**Question.** The table gives four X-ray lines of atoms in which one negative muon circles a spherical Gaussian nucleus (Dirac equation with vacuum polarisation, no electrons). Z is the nuclear charge and R the nuclear rms radius. A head such as (3d3/2 2p1/2) names the upper and lower level, with j as the last figure.

Muonic X-ray transition energies from H to Au, computed with Radial Dirac-Fock and Kohn-Sham solver 3 from the Dirac equation for one negative muon with reduced mass, a spherical Gaussian nucleus and the Uehling potential to all orders. Nuclear polarisation, deformation, self-energy and electron screening are not included. Line labels give the upper level first.

| species | Z | mass number | nuclear rms radius (fm) | line energy (3d3/2 2p1/2) (keV) | line energy (4f7/2 3d5/2) (keV) | line energy (5g9/2 4f7/2) (keV) | line energy (6g9/2 4f7/2) (keV) |
| --- | --- | --- | --- | --- | --- | --- | --- |
| H | 1 | 1 | 0.8783 | 0.3512 | 0.12291 | 0.056891 | 0.087795 |
| F | 9 | 19 | 2.898 | 31.606 | 11.023 | 5.0987 | 7.8674 |
| Si | 14 | 28 | 3.122 | 76.939 | 26.752 | 12.369 | 19.082 |
| K | 19 | 39 | 3.435 | 142.58 | 49.382 | 22.822 | 35.204 |
| Cr | 24 | 52 | 3.645 | 228.96 | 78.935 | 36.468 | 56.244 |
| Cu | 29 | 63 | 3.882 | 336.47 | 115.42 | 53.307 | 82.201 |
| Se | 34 | 80 | 4.140 | 465.40 | 158.90 | 73.361 | 113.11 |
| Zr | 40 | 90 | 4.269 | 648.77 | 220.30 | 101.66 | 156.70 |
| Rh | 45 | 103 | 4.495 | 824.36 | 279.22 | 128.80 | 198.49 |
| Sn | 50 | 120 | 4.652 | 1020.5 | 345.25 | 159.18 | 245.26 |
| Xe | 54 | 132 | 4.786 | 1190.7 | 403.20 | 185.83 | 286.27 |
| Pr | 59 | 141 | 4.892 | 1420.6 | 482.06 | 222.08 | 342.03 |
| Gd | 64 | 158 | 5.157 | 1658.9 | 568.09 | 261.62 | 402.83 |
| Tm | 69 | 169 | 5.226 | 1918.6 | 661.35 | 304.46 | 468.65 |
| W | 74 | 184 | 5.366 | 2184.3 | 761.77 | 350.62 | 539.55 |
| Au | 79 | 197 | 5.437 | 2464.9 | 869.42 | 400.12 | 615.53 |

(a) From limiting cases, build a rule with at most two fitted constants that gives these lines on a pocket calculator. (b) Apply it to Cu and Au. (c) Explain why line energy/Z² runs differently for 3d-2p and 4f-3d. (d) State the accuracy and range of the rule.

**Answer (a).** For small Zα and a point nucleus the atom is hydrogenic: E = 2.8132 keV · (μ/m) · Z² · (1/n_low² − 1/n_up²), where m is the muon mass and μ the reduced mass. For H, μ/m = 0.8988, and for F it is already 0.9941, which is why line/Z² of H lies about 10% below that of F.

As Zα grows, each binding energy gains the factor 1 + (Zα)²/n² · (n/κ − ¾), with κ = j + ½. For 2p1/2 in heavy atoms the full point formula is needed:

B = μc² {1 − [1 + (Zα)²/(n − κ + √(κ² − (Zα)²))²]^(−½)}

The orbit size is n²a/Z with a ≈ 256 fm. Far outside the reduced Compton length of the electron, 386 fm, vacuum polarisation vanishes. Far inside, the effective α grows by 2α/3π per e-fold of shrinking radius, and since energies go as α², a line gains 4α/3π = 0.310% per e-fold of Z. The fraction 0.310% · ½ ln[1 + (Z/(c·n_low²))²] joins the two limits; the join is an empirical choice. Fitting all 5g-4f lines gives c = 1.09.

Nuclear size enters through x = ZR(μ/m)/a. In first order the 2p radial function squared is (Z/a)⁵r²/24, and the missing attraction δV inside the nucleus obeys ∫δV r² d³r = 4πZαħc⟨r⁴⟩/20. The shift is Zαħc(Z/a)⁵⟨r⁴⟩/480, against a binding of Zαħc(Z/a)/8. A Gaussian has ⟨r⁴⟩ = (5/3)R⁴, so the fraction lost is x⁴/36. The s-like small component of p1/2 adds (Zαx)²/8. When x nears 1 the orbital decays across the nucleus, so the sum is multiplied by exp(−kx). Fitting all 3d-2p lines gives k = 0.712.

**Answer (b).** Cu, 4f-3d: 2.8132 × 0.9982 × 29² × 7/144 = 114.8 keV, and 115.0 keV with the relativistic factor. Polarisation adds 0.35%, giving 115.4 keV against 115.42. Cu, 3d-2p: 335.5 keV from the point formula, plus 2.0 for polarisation and minus 0.9 for size, lands 0.02% above the tabulated 336.47 keV.

Au, 3d-2p, with Zα = 0.5765:

1. Point formula: 4944.1 − 2006.2 = 2937.9 keV. The first relativistic term alone gives 2838.7.
2. Polarisation: 79/(4 × 1.09) = 18.1, ½ ln(1 + 18.1²) = 2.90, times 0.310% is 0.898%, or +26.4 keV.
3. Size: x = 79 × 5.437 × 0.9994/255.9 = 1.677, and (0.2199 + 0.1169) × 0.303 × 4944.1 = 504 keV.
4. Sum: 2460 keV, 0.2% below the tabulated 2464.9.

Au, 4f-3d gives 871.2 against 869.42 keV. Both 3d-2p values were part of the fit of k; the 4f-3d lines were in no fit.

**Answer (c).** Relativity and polarisation raise line/Z², and size lowers it. First-order theory makes the nonrelativistic size fraction scale as x^(2l+2), so each extra unit of l postpones it. For 4f-3d, line/Z² rises in every row, from 0.1361 keV (F) to 0.1393 (Au). For 3d-2p it peaks at Xe, where x ≈ 1, and falls to 0.3950 at Au. The level shifts of the same calculation show the cause: 2p1/2 of Au loses 497 keV to size, and without the size shifts line/Z² would climb to 0.474 keV. Polarisation, at +20 keV, has the wrong sign for the turnover. A larger R at the same Z would therefore lower 3d-2p and leave 5g-4f practically unchanged; R is an input, and its large step from Pr to Gd and small step from Gd to Tm show in line/Z², which falls more over the first (0.4081 to 0.4050) than over the second (to 0.4030).

**Answer (d).** Relative to the table, whose rounding is 0.005% at most, the worst errors are 0.29% for 3d-2p (Pr), 0.20% for 4f-3d (Au), 0.008% for 5g-4f (F) and 0.06% for 6g-4f; the output below lists every row. The 4f-3d excess in Au matches the omitted size shift of 3d5/2, 0.21% of the line. The excess for 6g-4f arises because the rule gives it the same polarisation fraction as 5g-4f, while in the calculation for Au polarisation makes up 0.475% of the 5g-4f line but only 0.412% of the 6g-4f line. Beyond Au the rule is untested, and it stops at s levels: the point formula overshoots the 2p3/2-1s1/2 line of the same calculation by 3% in Si and 149% in Au. The point formula and the polarisation term carry over to other fine-structure branches once each level gets its own κ; for 4f5/2-3d3/2 of Au what they omit is the 3d3/2 size shift, 3.8 of 898.242 keV. The size term with the fitted k belongs to 2p1/2 alone and must not be used for 3d5/2-2p3/2.

**Remarks on the reasoning.** The Bohr value is only 1.1% low for Au 3d-2p but 4.4% low for Xe. The Au agreement is a cancellation of two shifts of about 500 keV, and 0.40 Z² keV holds within about 2.5% from F to Au because both shifts are small in the light rows and largely cancel in the heavy ones.

The damping is indispensable, since k = 0 leaves Au 47% low, but k is not a physical constant. Expanding the orbital's decay to first order gives about 0.98 for the x⁴ term; used for both terms, it puts Au 7% high. The 2p3/2 level, which has no s-like part, separates them: in Au it loses to size a fraction 0.046 of its point binding, against 0.043 from x⁴/36 with k = 0.98 and 0.067 with k = 0.712. The rest of the 2p1/2 shift is then about 0.054, where the rule assigns 0.035 to the s-like term. The single fitted k is a compromise that damps the x⁴ term too little and the rest too much. The fit also hides offsetting errors in Au: 26 against 20 keV for polarisation, 504 against 497 keV for size; most of the remaining deficit is the 3.8 keV size shift of 3d3/2, which the rule omits.

Reduced mass, Dirac equation and Uehling potential are built into the solver, so the agreement tests the shortcut and says nothing about nature. The value of k belongs to a Gaussian nucleus. That shape is unrealistic for heavy elements, so heavy 3d-2p energies depend somewhat on the model, although at fixed R the shape enters only through the higher moments of the charge. Gd, Tm and W are deformed, and their single lines lack the hyperfine splitting. Electron screening, nuclear polarisation, self-energy and relativistic recoil are absent from table and rule alike.

Output of the analysis:

```
muonic Rydberg 2.8132 keV; Bohr radius a 255.9 fm; electron Compton length 386.2 fm; 4alpha/3pi 0.310 %
fits: c = 1.090 (5g-4f only; a/c = 235 fm), k = 0.712 (3d-2p); mu/m: H 0.8988, F 0.9941
rounding of table: at most 0.0049 %
errors in % (rule/table - 1); E/Z^2 in keV
ion   x   | 3d-2p: E/Z^2  Bohr  no size   rule | 4f-3d: E/Z^2  Bohr   rule | 5g-4f  6g-4f rule
H   0.003 | 0.3512  -0.01  +0.005 +0.005 | 0.1229  +0.00 +0.004 | +0.001 +0.001
F   0.101 | 0.3902  -0.46  +0.011 +0.010 | 0.1361  -0.11 +0.007 | +0.008 +0.017
Si  0.170 | 0.3925  -0.87  +0.025 +0.016 | 0.1365  -0.21 +0.006 | +0.001 +0.024
K   0.254 | 0.3950  -1.36  +0.054 +0.014 | 0.1368  -0.32 +0.006 | +0.004 +0.033
Cr  0.341 | 0.3975  -1.92  +0.132 +0.017 | 0.1370  -0.43 +0.007 | +0.002 +0.039
Cu  0.439 | 0.4001  -2.51  +0.297 +0.022 | 0.1372  -0.53 +0.011 | +0.002 +0.045
Se  0.549 | 0.4026  -3.09  +0.621 +0.037 | 0.1375  -0.65 +0.010 | +0.001 +0.044
Zr  0.666 | 0.4055  -3.76  +1.209 +0.078 | 0.1377  -0.80 +0.008 | -0.002 +0.051
Rh  0.789 | 0.4071  -4.13  +2.078 +0.123 | 0.1379  -0.93 +0.013 | -0.003 +0.055
Sn  0.908 | 0.4082  -4.37  +3.249 +0.177 | 0.1381  -1.07 +0.016 | +0.001 +0.059
Xe  1.009 | 0.4083  -4.39  +4.512 +0.223 | 0.1383  -1.18 +0.021 | +0.001 +0.060
Pr  1.127 | 0.4081  -4.33  +6.383 +0.287 | 0.1385  -1.33 +0.033 | -0.000 +0.060
Gd  1.289 | 0.4050  -3.59  +9.269 +0.167 | 0.1387  -1.47 +0.059 | -0.000 +0.060
Tm  1.408 | 0.4030  -3.11 +12.171 +0.152 | 0.1389  -1.62 +0.087 | -0.002 +0.062
W   1.551 | 0.3989  -2.11 +16.017 -0.054 | 0.1391  -1.75 +0.139 | -0.002 +0.061
Au  1.677 | 0.3950  -1.13 +20.258 -0.201 | 0.1393  -1.89 +0.203 | -0.002 +0.061
worst error in %: Bohr | first-term Dirac | exact Dirac | full rule; rms of rule
3d-2p -4.394 (Xe) | +15.166 (Au) | +19.188 (Au) | +0.287 (Pr) ; 0.133
4f-3d -1.890 (Au) | -0.537 (Gd) | -0.524 (Pr) | +0.203 (Au) ; 0.068
5g-4f -1.326 (Au) | -0.486 (Au) | -0.475 (Au) | +0.008 (F) ; 0.003
6g-4f -1.016 (Au) | -0.419 (Au) | -0.412 (Au) | +0.062 (Tm) ; 0.049
3d-2p worst %: k=0 -47.288 (Au) | k=0.98 +7.205 (Au)
3d-2p as 0.40 Z^2 keV: F to Au from -2.04 to +2.51 %, H +13.9 %
Cu: mu/m 0.99820, Z alpha 0.2116, x 0.439, x^4/36 0.00103, (Z alpha x)^2/8 0.00108, exp(-kx) 0.731
  3d-2p keV: Bohr 328.0, first-term 335.3, Dirac 598.9-263.4=335.5, pol. +0.590%, size -0.9, rule 336.5, table 336.5
  4f-3d keV: Bohr 114.8, first-term 115.0, Dirac 262.7-147.7=115.0, pol. +0.352%, size -0.0, rule 115.4, table 115.4
Au: mu/m 0.99942, Z alpha 0.5765, x 1.677, x^4/36 0.21987, (Z alpha x)^2/8 0.11688, exp(-kx) 0.303
  3d-2p keV: Bohr 2437.1, first-term 2838.7, Dirac 4944.1-2006.2=2937.9, pol. +0.898%, size -504.3, rule 2459.9, table 2464.9
  4f-3d keV: Bohr 853.0, first-term 865.3, Dirac 1968.0-1102.5=865.6, pol. +0.648%, size -0.0, rule 871.2, table 869.4
rule/run, keV: pol. 3d-2p | pol. 4f-3d | size 2p1/2 | run: 3d5/2 size in % of 4f-3d | 3d-2p/Z^2 without size | 2p-1s point Dirac error %
Si 0.29/0.28 | 0.046/0.045 | 0.007/0.008 | 0.000 | 0.3926 | +3.2
Cu 1.98/1.96 | 0.405/0.396 | 0.925/0.979 | 0.000 | 0.4012 | +18.3
Sn 7.91/7.74 | 1.753/1.730 | 31.342/33.092 | 0.009 | 0.4214 | +57.4
Gd 14.97/13.45 | 3.303/3.287 | 150.990/152.906 | 0.055 | 0.4422 | +97.7
Au 26.37/20.44 | 5.613/5.622 | 504.289/497.253 | 0.206 | 0.4740 | +148.7
```
